\section*{Solution key: the Li K emission band as a partial density of states}

\textbf{Problem.} A Li atom in the metal has a $1s$ hole, which a conduction electron fills by emitting a photon. The model has one core orbital $\phi_c=(\zeta^3/\pi)^{1/2}e^{-\zeta r}$ on one site in a free-electron band, with the one-electron Hamiltonian
\begin{equation}
H=QTQ+\varepsilon_c P,\qquad P=|\phi_c\rangle\langle\phi_c|,\qquad Q=1-P,\qquad T=-\tfrac12\nabla^2 ,
\label{eq:H}
\end{equation}
and no interaction between electrons. (a) Derive the general rule for a core level of angular momentum $l$. (b) Solve the model in closed form. (c) Write the result in terms of the site-projected density of states. (d) Give numbers. (e) Repeat for a $2p$ core. (f) Compare with the general statement and size what is omitted.

\textbf{Conventions.} Formulas are in hartree atomic units ($\hbar=m_e=e=1$, $c=1/\alpha$); results are in eV, \AA\ and bohr ($a_0$). $E=k^2/2$ is counted from the band bottom, so the photon energy is $\omega=\omega_0+E$ with $\omega_0=-\varepsilon_c$. The intensity $I=d\Gamma/d\omega$ is the photon rate per unit photon energy per core hole, summed over polarisations and directions, at zero temperature. Emitted power carries one more factor $\omega$. Densities of states are per spin, because a hole of given spin is filled only by an electron of that spin. Unrounded values are carried between steps.

\textbf{Given inputs.} An approximate bcc lattice constant $a=3.51$~\AA, one conduction electron per atom, an approximate K edge at $\omega_F=54.7$~eV, and $\zeta=Z-5/16=43/16\;a_0^{-1}$, the variational exponent of Li$^+$.

\subsection*{(a) General rule}

The spontaneous dipole rate from a band state $\psi$ into a core state is $A=\tfrac43\alpha^3\omega^3|\langle lm|\mathbf r|\psi\rangle|^2$. The final state has the core filled and a hole in $\psi$. The final-state rule (von Barth and Grossmann) says that $\psi$ and its energy are to be taken from the potential of that final state, which has no core hole. In the model \eqref{eq:H} the orbitals do not respond to the hole, so the rule holds exactly.

Let the potential be spherical over the core region. At energy $E$ every band state is there a sum $\psi=\sum_{l'm'}c_{l'm'}\varphi_{l'}(r,E)Y_{l'm'}$, with $\varphi_{l'}$ the regular radial solution normalised in a sphere of radius $S$. The partial density of states is $N_{l'}(E)=\sum_\psi\sum_{m'}|c_{l'm'}|^2\delta(E-E_\psi)$. The operator $\sum_{m}\mathbf r|lm\rangle\cdot\langle lm|\mathbf r$ is a rotational scalar, so it is diagonal in $l'm'$ and independent of $m'$. Its angular part vanishes unless $l'=l\pm1$, where
\begin{equation}
\sum_{m}|\langle lm|\hat{\mathbf r}|l'm'\rangle|^2=\frac{\max(l,l')}{2l'+1}.
\label{eq:ang}
\end{equation}
Averaging over the $2l+1$ orientations of the hole gives, for $E<E_F$,
\begin{equation}
I=\frac43\alpha^3\omega^3\,\frac{1}{2l+1}\left[\frac{l+1}{2l+3}M_{l+1}^2N_{l+1}+\frac{l}{2l-1}M_{l-1}^2N_{l-1}\right],
\label{eq:general}
\end{equation}
with $M_{l'}(E)=\int R_c\,r\,\varphi_{l'}\,r^2dr$ and $R_c$ the radial core function. The weights are $\tfrac13$ on $M_1^2N_1$ for a K hole, and $\tfrac13$ on $M_0^2N_0$ and $\tfrac2{15}$ on $M_2^2N_2$ for an L$_{2,3}$ hole. No site symmetry was used, only the unoriented hole and the sum over polarisations and directions.

\subsection*{(b) Closed-form solution}

$\phi_c$ is an eigenstate of $H$ with energy $\varepsilon_c$. Any function with $l\ge1$ obeys $Q\psi=\psi$, and $T$ conserves $l$, so $H\psi=T\psi$. The $p$ waves are therefore exactly free. Only the $s$ channel is altered by $Q$, and it has no dipole element with $\phi_c$. The sum over the eigenstates of $H$ at energy $E$ may then be done with plane waves $V^{-1/2}e^{i\mathbf k\cdot\mathbf r}$. Since $H$ is nonlocal, the velocity operator is $i[H,\mathbf r]$, whose matrix element has modulus $\omega|\langle\phi_c|\mathbf r|\psi\rangle|$, so the length form is the consistent one.

The Fourier transform of the core orbital and its gradient are
\begin{equation}
\tilde\phi(k)=\frac{8\sqrt\pi\,\zeta^{5/2}}{(\zeta^2+k^2)^2},\qquad
\mathbf D=-i\nabla_{\mathbf k}\tilde\phi=\frac{32\,i\sqrt\pi\,\zeta^{5/2}\,\mathbf k}{(\zeta^2+k^2)^3}.
\label{eq:D}
\end{equation}
The free density of states per spin is $Vk/2\pi^2$. Multiplying it by $\tfrac43\alpha^3\omega^3|\mathbf D|^2/V$,
\begin{equation}
I_K=\frac{2048}{3\pi}\,\alpha^3\omega^3\,\frac{\zeta^5k^3}{(\zeta^2+k^2)^6},\qquad k=\sqrt{2E}\le k_F .
\label{eq:IK}
\end{equation}
One power of $k$ comes from the density of states and two from $|\mathbf D|^2$. Hence $I_K\propto E^{3/2}$ at the band bottom, which is the low-energy end of the spectrum.

\subsection*{(c) Partial density of states}

The energy-normalised free radial functions are $(2k/\pi)^{1/2}j_l(kr)$. Therefore
\begin{equation}
N_l=(2l+1)\frac{2k}{\pi}W_l,\qquad W_l=\int_0^Sj_l^2(kr)\,r^2dr,\qquad \varphi_l=\frac{j_l(kr)}{\sqrt{W_l}} .
\label{eq:N}
\end{equation}
With $x=kS$ the integrals are elementary:
\begin{equation}
k^3W_0=\frac x2-\frac{\sin2x}{4},\qquad k^3W_1=\frac x2+\frac{\sin 2x}{4}-\frac{\sin^2x}{x}.
\label{eq:W}
\end{equation}
With $R_c=2\zeta^{3/2}e^{-\zeta r}$ and $\int_0^\infty r^3e^{-\zeta r}j_1(kr)\,dr=8\zeta k/(\zeta^2+k^2)^3$,
\begin{equation}
M_1^2=\frac{256\,\zeta^5k^2}{(\zeta^2+k^2)^6\,W_1},\qquad
\frac13M_1^2N_1=\frac{512}{\pi}\frac{\zeta^5k^3}{(\zeta^2+k^2)^6}.
\label{eq:M}
\end{equation}
Inserting this in \eqref{eq:general} with $l=0$ returns \eqref{eq:IK} exactly. The sphere radius cancels in the product, so the split into $M_1^2$ and $N_1$ is a convention and the product is not. For $kS\ll1$ and $k\ll\zeta$, $k^3W_0\to x^3/3$ and $k^3W_1\to x^5/45$, so
\begin{equation}
N_0\to\frac{2kS^3}{3\pi},\qquad N_1\to\frac{2k^3S^5}{15\pi},\qquad M_1^2\to\frac{11520}{\zeta^7S^5}.
\label{eq:small}
\end{equation}
In this normalisation $M_1$ tends to a constant and the whole threshold power $E^{3/2}$ sits in $N_1$. In general $j_l\propto(kr)^l$ gives $N_l\propto E^{l+1/2}$.

\subsection*{(d) Numbers}

Two atoms per cube give $k_F=(6\pi^2)^{1/3}/a=1.110$~\AA$^{-1}=0.5876\,a_0^{-1}$, $E_F=4.70$~eV and $\omega_0=\omega_F-E_F=50.0$~eV. Take for $S$ the Wigner--Seitz radius, $k_FS=(9\pi/4)^{1/3}=1.919$, $S=3.266\,a_0$. The threshold value is $M_1^2=30.6\times10^{-3}a_0^2$. In the table $N_l$ is in $10^{-3}$ states per eV, spin and atom, and $M_1^2$ in $10^{-3}a_0^2$. The column $N_0$ belongs to the free band before the projector acts; it is shown for contrast and does not enter $I_K$.

\begin{center}
\begin{tabular}{cccccccc}
$k/k_F$ & $E$ (eV) & $\omega$ (eV) & $N_0$ & $N_1$ & $M_1^2$ & $I_K/I_K(E_F)$ & $(E/E_F)^{3/2}$\\ \hline
1/4 & 0.29 & 50.3 & 38.1 & 1.78 & 31.1 & 0.0158 & 0.0156\\
1/2 & 1.17 & 51.2 & 66.3 & 12.9 & 32.5 & 0.126 & 0.125\\
3/4 & 2.64 & 52.6 & 78.9 & 36.8 & 35.2 & 0.424 & 0.422\\
1 & 4.70 & 54.7 & 75.9 & 68.9 & 39.5 & 1 & 1
\end{tabular}
\end{center}

Three points earn credit.

(i) The spectrum follows $N_1$ and ignores $N_0$. At $k=k_F/4$ the $s$ density is 21 times the $p$ density and contributes nothing.

(ii) The spectrum is not simply proportional to $N_1$. Across the band $M_1^2$ grows by a factor 1.29 and $\omega^3$ by 1.31. At $k=k_F/2$ the ratio $N_1/N_1(E_F)$ is 0.187, against 0.126 for the intensity.

(iii) The ratio of the last two columns tends to 1.011 at the band bottom and falls to 1 at $E_F$. This closeness to a pure power is a near cancellation. From \eqref{eq:IK},
\begin{equation}
\frac{d}{dE}\ln\frac{I_K}{E^{3/2}}=\frac{3}{\omega_0+E}-\frac{12}{\zeta^2+2E},
\label{eq:slope}
\end{equation}
and at $E=0$ the two terms are 0.0600 and 0.0611~eV$^{-1}$. Over the band the rise of $\omega^3$ meets a fall of $(1+k^2/\zeta^2)^{-6}$ to 0.756. The inputs $\omega_0$ and $\zeta$ are independent, so the cancellation is a property of these inputs and not a theorem.

At the Fermi level \eqref{eq:IK} gives $\hbar\,d\Gamma/d\omega=1.04\times10^{-7}$ (eV per eV). Integration over the occupied band gives a radiative width $\hbar\Gamma=0.20~\mu$eV and a radiative lifetime of 3.4~ns for the model.

\subsection*{(e) A $2p$ core on the same band}

Lithium has no $2p$ core, so this part is a formal companion. Let $P$ in \eqref{eq:H} project on three orbitals with $R_c=(4\zeta^5/3)^{1/2}re^{-\zeta r}$. Now only the $p$ channel is altered, and the $s$ and $d$ waves are exactly free. The integrals are
\begin{equation}
\int_0^\infty r^4e^{-\zeta r}j_0\,dr=\frac{24\zeta(\zeta^2-k^2)}{(\zeta^2+k^2)^4},\qquad
\int_0^\infty r^4e^{-\zeta r}j_2\,dr=\frac{48\zeta k^2}{(\zeta^2+k^2)^4}.
\label{eq:Lint}
\end{equation}
By \eqref{eq:N}, $M_l^2N_l=(2l+1)(2k/\pi)J_l^2$, where $J_l$ is the integral times $(4\zeta^5/3)^{1/2}$. The weighted sum is $(2k/\pi)(J_0^2+2J_2^2)/3$, and \eqref{eq:general} with $l=1$ gives
\begin{equation}
I_L=\frac{2048}{3\pi}\,\alpha^3\omega^3\,\frac{\zeta^7k\,[(\zeta^2-k^2)^2+8k^4]}{(\zeta^2+k^2)^8}.
\label{eq:IL}
\end{equation}
The $s$ term starts as $E^{1/2}$ and the $d$ term as $E^{5/2}$. Their ratio $d/s=8k^4/(\zeta^2-k^2)^2$ is 0.020 at $k_F$ for the same $\zeta$. Spin--orbit coupling of the core gives, for a spin-unpolarised band, this same rate per hole for $j=\tfrac32$ and $j=\tfrac12$ with shifted $\omega_0$. The L$_3$ and L$_2$ bands are then displaced copies, weighted by the hole populations.

\subsection*{(f) Comparison with the general statement}

The model reproduces \eqref{eq:general} as an identity, with the angular weights, and it gives the onsets $E^{3/2}$ for K and $E^{1/2}$ for L$_{2,3}$. The exponents survive a lattice potential. On a site with inversion symmetry the state at the bottom of a nearly free band is even, and $\mathbf k\cdot\mathbf p$ perturbation theory admixes $p$ amplitude linearly in $k$. Then $N_1\propto k^2\cdot k$ and $N_0\propto k$. The prefactor and the shape higher in the band do not survive, as the following estimates show.

\emph{Multipoles.} The photon wave number over $\zeta$ is $\alpha\omega_F/\zeta=5.5\times10^{-3}$. Corrections to the rate are of the order of its square and are negligible.

\emph{Form of the operator.} Using the bare momentum in place of $i[H,\mathbf r]$ replaces $\omega|\mathbf D|$ by $k\tilde\phi$. By \eqref{eq:D} the ratio of length to momentum rates is $[4\omega/(\zeta^2+k^2)]^2$, which is 1.04 at the bottom and 1.13 at $E_F$. The two would agree for eigenstates of one local Hamiltonian. Their drift across the band exceeds the deviation in point (iii), so that closeness cannot be carried over to the metal.

\emph{Attraction in the $p$ channel.} Add a screened ion potential $-e^{-\kappa r}/r$ with the Thomas--Fermi value $\kappa=(4k_F/\pi)^{1/2}=0.865\,a_0^{-1}$. At zero energy the free solution is $u=rR=r^2$, and the Green function of $-d^2/dr^2+2/r^2$ is $r_<^2/3r_>$. To first order $\delta u(r)=\int (r_<^2/3r_>)\,2r'e^{-\kappa r'}dr'$. Averaging $\delta u/u$ with the weight $r^4e^{-\zeta r}$ of the dipole integral gives, with $s=\zeta+\kappa$,
\begin{equation}
\frac{\delta D}{D}=\frac23\left[\frac{\zeta^5}{\kappa s^5}+\frac{\zeta^4}{s^5}+\frac{\zeta^3}{4s^4}\right]=0.27 .
\label{eq:born}
\end{equation}
The threshold rate rises by a factor of about 1.6 and the exponent is unchanged. The width in (d) is thus an order of magnitude for the metal, no more.

\emph{Zone boundary.} The nearest boundary point N lies at $k_N=\sqrt2\pi/a$, so $k_F/k_N=0.877$. Along this direction, at $k=k_F$, the waves $\mathbf k$ and $\mathbf k-\mathbf G$ with $G=2k_N$ are separated by $2k_N(k_N-k_F)=3.0$~eV. Couple them by a typical pseudopotential coefficient $V_{110}\approx+1.4$~eV; the positive sign makes the lower state at N $p$-like. Diagonalising the $2\times2$ matrix puts weight 0.13 on the second wave, with a coefficient of opposite sign. Its dipole \eqref{eq:D} points the other way, so the two contributions add and $|\mathbf D|^2$ rises by a factor of about 1.9 in these directions. The top of the band is reshaped by an amount comparable to the intensity itself.

\emph{Core-hole screening.} The initial state contains the screened hole. The theory of Mahan, Nozi\`eres and De Dominicis multiplies the K spectrum near the edge by $[\xi/(E_F-E)]^{\alpha_1}$, with $\xi$ of order $E_F$ and
\begin{equation}
\alpha_1=\frac{2\delta_1}{\pi}-2\sum_l(2l+1)\left(\frac{\delta_l}{\pi}\right)^2,\qquad \frac2\pi\sum_l(2l+1)\delta_l=1 ,
\label{eq:mnd}
\end{equation}
the second relation being the Friedel sum rule. With non-negative $s$ and $p$ phase shifts only, put $y=\delta_1/\pi$ and $\delta_0/\pi=\tfrac12-3y$. Then $d\alpha_1/dy=8-48y\ge0$ on $0\le y\le\tfrac16$, so $\alpha_1$ runs from $-\tfrac12$ (pure $s$ screening) to $+\tfrac16$ (pure $p$). At $E_F-E=\xi/10$ the factor lies between 0.32 and 1.5. The final-state rule does not contain this factor.

\emph{Valence-hole lifetime.} The hole left near the band bottom decays by electron--electron scattering. Convolve $(E/E_F)^{3/2}$, cut at $E_F$, with a Lorentzian of constant half-width $\gamma=0.5$~eV, a typical size near the bottom. At $E=0$ the result is 0.043 of the edge intensity, a level that the unbroadened curve reaches only at $E=0.6$~eV. The true width shrinks towards $E_F$, so a constant $\gamma$ of this size overstates the tail that comes from the upper band. The power $E^{3/2}$ is a statement about the one-electron spectrum, and in its first few tenths of an eV the broadening is as large as the signal.